**Question**

Electrons are added one at a time to a spherical well with a flat bottom and a soft edge, in spin-polarised Kohn-Sham theory with the PBE functional. Energies are in effective hartree (hartree*), lengths in effective bohr (bohr*). With $E(N)$ the total energy of $N$ electrons, the chemical potential is $\mu(N)=E(N)-E(N-1)$ and the addition energy is $A(N)=E(N+1)+E(N-1)-2E(N)=\mu(N+1)-\mu(N)$. $M$ is the number of unpaired electrons, $r$ the rms radius of the density and $\varepsilon(N)$ the highest occupied eigenvalue. Levels are named by radial order, so 1p is the lowest level with $l=1$, and the electrons of a partly filled shell are spread evenly over its $m$ components.

Spin-polarised Kohn-Sham calculations with the PBE functional (radks radial solver with Libxc) for a spherical dot in effective atomic units, with m-averaged shells. The well is -depth/(1+exp((r-radius)/edge)), with depth 18.6 hartree*, radius 2.48 bohr* and edge 0.18 bohr*, and there is no central charge.

| electrons | chemical potential (hartree*) | unpaired electrons | rms radius (bohr*) | highest eigenvalue (hartree*) | highest level | addition energy (hartree*) |
| --- | --- | --- | --- | --- | --- | --- |
| 1 | -17.66 | 1 | 1.258 | -17.39 | 1s up | n/a |
| 2 | -16.96 | 0 | 1.302 | -16.69 | 1s up | 1.374 |
| 3 | -15.58 | 1 | 1.391 | -15.33 | 1p up | 0.5253 |
| 4 | -15.06 | 2 | 1.441 | -14.79 | 1p up | 0.5404 |
| 5 | -14.52 | 3 | 1.475 | -14.25 | 1p up | 0.7028 |
| 6 | -13.82 | 2 | 1.503 | -13.57 | 1p down | 0.5067 |
| 7 | -13.31 | 1 | 1.526 | -13.05 | 1p down | 0.5212 |
| 8 | -12.79 | 0 | 1.546 | -12.53 | 1p up | 1.478 |
| 9 | -11.31 | 1 | 1.573 | -11.06 | 1d up | 0.4965 |
| 10 | -10.81 | 2 | 1.596 | -10.56 | 1d up | 0.4992 |
| 11 | -10.31 | 3 | 1.616 | -10.06 | 1d up | 0.5003 |
| 12 | -9.814 | 4 | 1.633 | -9.564 | 1d up | 0.5004 |
| 13 | -9.314 | 5 | 1.649 | -9.063 | 1d up | 0.6424 |
| 14 | -8.671 | 4 | 1.663 | -8.430 | 1d down | 0.4835 |
| 15 | -8.188 | 3 | 1.676 | -7.945 | 1d down | 0.4864 |
| 16 | -7.701 | 2 | 1.688 | -7.458 | 1d down | 0.4877 |
| 17 | -7.214 | 1 | 1.700 | -6.970 | 1d down | 0.4882 |
| 18 | -6.725 | 0 | 1.710 | -6.481 | 1d down | 1.576 |
| 19 | -5.149 | 1 | 1.723 | -4.914 | 1f up | 0.4714 |
| 20 | -4.678 | 2 | 1.735 | -4.442 | 1f up | 0.4717 |
| 21 | -4.206 | 3 | 1.747 | -3.970 | 1f up | 0.4717 |
| 22 | -3.734 | 4 | 1.757 | -3.499 | 1f up | 0.4715 |
| 23 | -3.263 | 5 | 1.767 | -3.027 | 1f up | 0.4711 |
| 24 | -2.792 | 6 | 1.776 | -2.557 | 1f up | 0.4706 |
| 25 | -2.321 | 7 | 1.785 | -2.086 | 1f up | 0.5984 |
| 26 | -1.723 | 6 | 1.794 | -1.492 | 1f down | 0.4613 |
| 27 | -1.262 | 5 | 1.802 | -1.031 | 1f down | 0.4617 |
| 28 | -0.8000 | 4 | 1.810 | -0.5690 | 1f down | 0.4618 |
| 29 | -0.3381 | 3 | 1.817 | -0.1072 | 1f down | n/a |

The 7-electron run also gives a Hartree energy of 14.997, an exchange-correlation energy of $-3.437$, the spin-up levels 1s $-13.797$, 1p $-13.093$, 1d $-12.107$, 2s $-11.259$ and 1f $-10.888$, the 1p spin-down level $-13.049$, and mean radii of 1.35 (1s), 1.52 (1p), 1.23 (2s) and 1.73 (1f).

(a) Account for the size of the addition energy in the rows without a peak, with an estimate for $N=7$ that has no adjustable parameter.

(b) Explain the position and height of the peak at $N=18$ and of the others of its kind, and say how far the filling after 18 can be trusted.

(c) Explain the peak at $N=13$ and how such peaks change with $N$.

(d) Explain why the highest eigenvalue differs from the chemical potential, and by how much.

**Model answer**

The addition energy is the second difference of $E(N)$. Every row contains the cost of pushing one more charge into the cloud. A row in which a shell or a spin half of a shell has just been completed contains, in addition, the distance to the next level. The unpaired counts fix where this happens: filling 1s, 1p, 1d, 1f in turn, one spin first, reproduces $M$ in all 29 rows, with closed shells at 2, 8, 18 and half-filled shells at 1, 5, 13, 25. The labels "up" at 2 and 8 and "down" at 18 carry no information, because the two spins are degenerate when $M=0$.

(a) Charging. If the cloud keeps its shape, its Hartree energy is $E_H=\tfrac12UN^2$ and the second difference is $U$. A uniform ball of radius $R_b$ has $E_H=\tfrac35N^2/R_b$, so $U=6/(5R_b)$, and its rms radius is $r=\sqrt{3/5}\,R_b$. Eliminating $R_b$,

$$U=\frac65\sqrt{\frac35}\,\frac1r=\frac{0.9295}{r}.$$

For $N=7$, $r=1.526$ gives $R_b=1.970$ and $U=0.609$. The Hartree energy of that run gives $2E_H/N^2=2\times14.997/49=0.612$, so in this row the ball describes the classical repulsion to about 0.5 % of the computed value. The addition energy, 0.5212, is only 0.86 of the ball value.

The ball overshoots in every row without a peak. The ratio of step to estimate, averaged over each spin half, climbs from 0.811 in 1p up to 0.895 in 1f down. The estimate also exaggerates the trend: from $N=3$ to 28 the step falls by 12 % while $1/r$ falls by 23 %. Theory offers three reasons for a step below $U$, all of the same sign. The electrons already present relax away from the newcomer, which lowers the second difference. The newcomer enters the outermost occupied shell and repels less than an average electron. And local exchange, $-N_\sigma^{4/3}$ for each spin at fixed shape, has a negative curvature proportional to $N_\sigma^{-2/3}$, which fades as the dot fills and so would move the ratio towards one. The first two show up together in the growth of $Nr^2$, which corresponds to a radius of 1.62 per added 1p electron and 1.98 per added 1f electron, larger than $r$ in any row of those shells. The third can be sized roughly. Writing the exchange-correlation energy of the 7-electron run as $-c\,(4^{4/3}+3^{4/3})$ gives $c=0.322$ and a curvature $-\tfrac49c\,3^{-2/3}\approx-0.07$ for the spin being filled, against a shortfall of 0.091 below $2E_H/N^2$. The estimate is crude, since it counts correlation and gradient terms as local exchange and gives the newcomer the average shape, but it suggests that exchange supplies the larger part at $N=7$. The split of the rest is untested.

The step drifts so slowly because the wall is steep and the well deep. Between 3 and 28 electrons $r$ grows only from 1.391 to 1.810, so the dot behaves nearly as a capacitor of fixed size. Read as $e^2/C$, the step corresponds to a sphere of radius 1.88 in 1p up and 2.17 in 1f down, between the rms radius and the well radius of 2.48. Charging supplies about four fifths of the rise of 16.62 in $\mu$ from $N=2$ to 29.

(b) Closed shells. At $N=18$ the 1d shell is full, and the 19th electron pays the charging step plus the gap to the next level. The neighbouring steps are 0.4882 and 0.4714, with mean 0.480, so the peak of 1.576 leaves an excess of 1.096. The same subtraction gives 0.969 at $N=8$ and, against $N=3$ alone, 0.849 at $N=2$. The peaks grow with $N$ although charging falls, because the gaps grow. For nodeless levels at similar radius $\rho$ the centrifugal term $l(l+1)/2\rho^2$ rises by $(l+1)/\rho^2$ from $l$ to $l+1$, an increment that is larger for each higher shell. The 7-electron levels show this order directly: 0.704 for 1s to 1p, 0.986 for 1p to 1d, 1.219 for 1d to 1f.

The excess at 8 agrees with the 1p to 1d gap of the neighbouring run within 0.02. The excess at 2 is 0.145 above its 7-electron gap, and that at 18 is 0.123 below. These signs are what Gauss's law argues for. The Hartree potential of a spherical cloud falls steadily outwards, so each added electron raises an inner level more than an outer one, and a gap from lower to higher $l$ narrows as the dot fills. Three gaps, each seen at two electron numbers, agree with this argument without isolating it from changes in exchange and correlation.

The closure falls at 18, where a harmonic well would have 20, because of the flat bottom. In an oscillator 2s and 1d are degenerate. A flat well gives no reward for sitting at the centre and charges the kinetic price of the radial node, and the repulsion of the cloud, which raises the centre most, acts in the same direction. At 7 electrons the two together put 2s 0.848 above 1d. The same run shows a difficulty, however: 2s is 0.371 below 1f, yet rows 19 to 29 fill 1f, and their unpaired counts leave 2s empty. The Gauss argument favours a true reversal, since 2s is the more compact level (mean radius 1.23 against 1.73). It would have to gain $0.371/11=0.034$ per electron between 7 and 18, a rate close to the $0.145/5=0.029$ by which the 1s to 1p gap appears to close between 2 and 7. The two rates belong to different pairs of levels and different ranges of $N$, so this makes a crossing near 18 plausible and no more; the filling comes from a greedy search that can miss a lower configuration. A peak at 18 would survive either way, as the same repulsion can be argued to widen the 1d to 2s gap. If 2s is in fact lower at 19, the peak is smaller than 1.576. A closure at 20 would need more than that, because a second 2s electron must pair in a compact orbital while a 1f electron can keep its spin parallel. Runs with 2s forced in would test the filling where it is most exposed: at 19, and at 26, where spin-up 2s competes with spin-down 1f and has the spin splitting on its side.

(c) Half-filled shells. At $N=13$ five 1d electrons share one spin, and the 14th must take the other. Let the spin energy be $-aM^2$, the lowest term that favours parallel spins. Inside either half of a shell $M$ changes by one in the same direction, and the second difference is $-2a$. At the turning point the sequence is $M-1,\ M,\ M-1$, and the second difference is $-2a(M-1)^2+2aM^2=a(4M-2)$. The excess over the neighbours is therefore $4aM$, which is also the splitting between the spin-down and spin-up levels. At a closed shell the sequence 1, 0, 1 gives $-2a$ again, so the gaps of part (b) need no spin correction in this picture. For $N=13$ the neighbours 0.5004 and 0.4835 average 0.492, and the peak of 0.6424 exceeds this by 0.150, or 0.030 per unpaired electron.

The excess falls from 0.179 at $N=5$ through 0.150 to 0.132 at $N=25$, although $M$ rises from 3 to 7, so $a$ must shrink quickly. The local exchange potential of spin $\sigma$ goes as $-n_\sigma^{1/3}$. With $n_\sigma=(n\pm m)/2$ and small spin density $m$, the difference of the two potentials is proportional to $m\,n^{-2/3}$: a given spin density matters less on a denser background, because the cube root flattens. For $N$ electrons and $M$ unpaired spins in a volume $V$ the splitting goes as $MN^{-2/3}V^{-1/3}$. At fixed volume the excess per unpaired electron, multiplied by $N^{2/3}$, should be constant, and it is 0.175, 0.166 and 0.162 for the three peaks. The 1p splitting of the 7-electron run, 0.0440 for $M=1$, is an eigenvalue difference and independent of the peaks; it gives 0.161. Carried to $N=5$ it predicts $3\times0.0440\times(7/5)^{2/3}=0.165$, which is 8 % below the 0.179 of the table.

The logarithmic slopes of the excess per unpaired electron are $-0.72$ (5 to 13) and $-0.71$ (13 to 25), a little steeper than $-0.67$. Letting $V^{1/3}$ follow $r$ would add $-\ln(1.785/1.475)/\ln5=-0.12$ and give $-0.79$, so the table lies between the rigid and the swelling box. The argument ignores correlation, the gradient terms and the concentration of the spin density in the outer shell, so it accounts for the direction and rough rate of the fall and is no proof of the exponent. The first electron fits the same pattern: $\mu(2)-\mu(1)=0.70$ exceeds 0.54, which is twice the offset $\varepsilon-\mu$ of the single electron (see part (d)), by about 0.16, though a fully polarised dot is outside the small-$m$ expansion.

(d) Eigenvalue and chemical potential. By Janak's theorem $\varepsilon=\partial E/\partial f$, where $f$ is the occupation of the level, so $\mu(N)$ is the average of $\varepsilon$ as $f$ carries the dot from $N-1$ to $N$. PBE makes the energy a smooth, curved function of $f$. If $\varepsilon$ rises linearly with slope equal to the ordinary step, its end value lies half a step above its average. At $N=7$, $\varepsilon-\mu=-13.05+13.31=0.26$, and half of 0.5212 is 0.26. In the ordinary rows from 12 to 28 the relation holds within 0.001, the rounding of the two columns; below 12 the worst row is $N=3$, off by 0.013 where rounding allows 0.010.

The peak rows confirm the reading, because the interval of integration ends before the jump. At $N=18$ the difference is 0.244, equal to half of the preceding step and far from half of the peak, 0.788; at $N=13$ it is 0.251 against 0.250. In exact Kohn-Sham theory the energy is linear between integers and $\varepsilon=\mu$. The offset of 0.23 to 0.27 in all rows, including the single electron that has nothing to repel but itself, is the self-interaction or curvature error of a semilocal functional. It measures the eigenvalue against the energy differences of the same calculation and says nothing about how close those are to exact ones.

**Remarks on the reasoning**

No model was fitted: the ball estimate was applied without a parameter to the ordinary rows from 3 to 28, and the other numbers are simple arithmetic on the table and the 7-electron run, most of it listed in the printed output after this text. An answer that stops at the match of 0.609 and 0.612 has tested the Hartree energy of one run, whereas the step needs the second difference of the whole energy.

Peak heights must have charging removed before they are compared with levels. Read raw, the 1.576 at 18 would suggest a gap wider than the 1.219 of the 7-electron run, and the conclusion about narrowing gaps would come out reversed.

The ordinary steps have a fine pattern. They rise by 0.015 within each 1p half (0.5253 to 0.5404, then 0.5067 to 0.5212) and by about 0.004 to 0.005 within each 1d half, are flat to about 0.001 in 1f, and restart lower after each change of spin. A fading exchange curvature of the spin being filled, set against the slow swelling of the cloud, would repeat in the two halves in this way, but the sizes fit only in part: the crude estimate of part (a) rises by about 0.02 from $N_\sigma=2$ to 3, while the ball value falls by 0.009 from $N=6$ to 7, which leaves a rise of the size seen in the second 1p half. From $N=3$ to 4 the ball value falls by 0.023 and cancels the same exchange rise, yet the step grows by 0.015, so the cause remains a suggestion. Differences of a few $10^{-4}$ among the 1f rows may be numerical and deserve no explanation. The evenness of the steps inside a shell is partly imposed, since spherical averaging forbids deformation and removes any dependence on which $m$ orbitals are occupied. The closed and half-filled configurations are spherical by themselves, but their addition energies draw on the open-shell neighbours and share the limit.

The same arguments carry to nearby cases. In a wider well charging falls roughly as the inverse radius and gaps as its inverse square, so the large peaks shrink relative to the background. An attractive central charge would pull 2s down and favour a closure at 20. In the present well, adding the last step of 0.4618 to $\mu(29)=-0.3381$ puts a 30th electron near $+0.12$, a linear extrapolation which suggests that 1f cannot be completed at 32 with bound electrons.

The analysis program printed:

```
Hund count for 1s,1p,1d,1f (no 2s) matches 29 of 29 rows
7-electron output: 1p down -13.049, table N=7 -13.05, N=6 -13.57
uniform-ball charging U = 0.9295/rms; energies in hartree*, lengths in bohr*
ordinary rows: step first, last, mean | 1/step | mean rms | ball U | step/U
1p up N=3-4: 0.5253 0.5404 0.5329 | 1.88 | 1.416 | 0.657 | 0.811
1p down N=6-7: 0.5067 0.5212 0.5140 | 1.95 | 1.514 | 0.614 | 0.837
1d up N=9-12: 0.4965 0.5004 0.4991 | 2.00 | 1.605 | 0.579 | 0.861
1d down N=14-17: 0.4835 0.4882 0.4864 | 2.06 | 1.682 | 0.553 | 0.880
1f up N=19-24: 0.4714 0.4706 0.4713 | 2.12 | 1.751 | 0.531 | 0.888
1f down N=26-28: 0.4613 0.4618 0.4616 | 2.17 | 1.802 | 0.516 | 0.895
N=3 to 28: step changes -12.1 %, 1/rms changes -23.1 %; well radius 2.48
N=7: 2E_H/N^2 = 0.612, ball U = 0.609, step = 0.5212
radius per added electron, sqrt(d(N rms^2)/dN), 1s: 1.30
radius per added electron, sqrt(d(N rms^2)/dN), 1p: 1.62
radius per added electron, sqrt(d(N rms^2)/dN), 1d: 1.83
radius per added electron, sqrt(d(N rms^2)/dN), 1f: 1.98
closed shells: peak, excess over neighbouring steps (N=2: over N=3), spin-up gap at N=7, difference
N=2: 1.374, 0.849, 1s-1p 0.704, +0.145
N=8: 1.478, 0.969, 1p-1d 0.986, -0.017
N=18: 1.576, 1.096, 1d-1f 1.219, -0.123
N=7: 1d-2s gap 0.848; 2s lies 0.371 below 1f
half-filled shells: peak, excess, unpaired M, excess/M, excess/M*N^(2/3)
N=5: 0.7028, 0.1793, 3, 0.0598, 0.175
N=13: 0.6424, 0.1504, 5, 0.0301, 0.166
N=25: 0.5984, 0.1325, 7, 0.0189, 0.162
N=7 1p spin splitting (M=1): 0.0440, times N^(2/3) 0.161, times 3 0.132
log slope of excess/M against N: 5-13 -0.72, 13-25 -0.71; local exchange argues -0.67
N=1: mu(2)-mu(1) = 0.70, twice (eigenvalue - mu) = 0.54 (rounding up to 0.02)
eigenvalue - mu: from 0.231 to 0.270
(eigenvalue - mu) - step/2, N=3-11: worst -0.0126 at N=3, rounding 0.0100
(eigenvalue - mu) - step/2, N=12-28: worst -0.0009 at N=16, rounding 0.0010
peak row N=5: eigenvalue - mu 0.270, half previous step 0.270, half own peak 0.351
peak row N=8: eigenvalue - mu 0.260, half previous step 0.261, half own peak 0.739
peak row N=13: eigenvalue - mu 0.251, half previous step 0.250, half own peak 0.321
peak row N=18: eigenvalue - mu 0.244, half previous step 0.244, half own peak 0.788
peak row N=25: eigenvalue - mu 0.235, half previous step 0.235, half own peak 0.299
rise of mu N=2 to 29: 16.62; closure excess 2.91 (18 %), half-filling excess 0.46 (3 %), rest 80 %
rise of mu N=1 to 29: 17.32; mu(29) plus last step = +0.12 (extrapolation only)
```
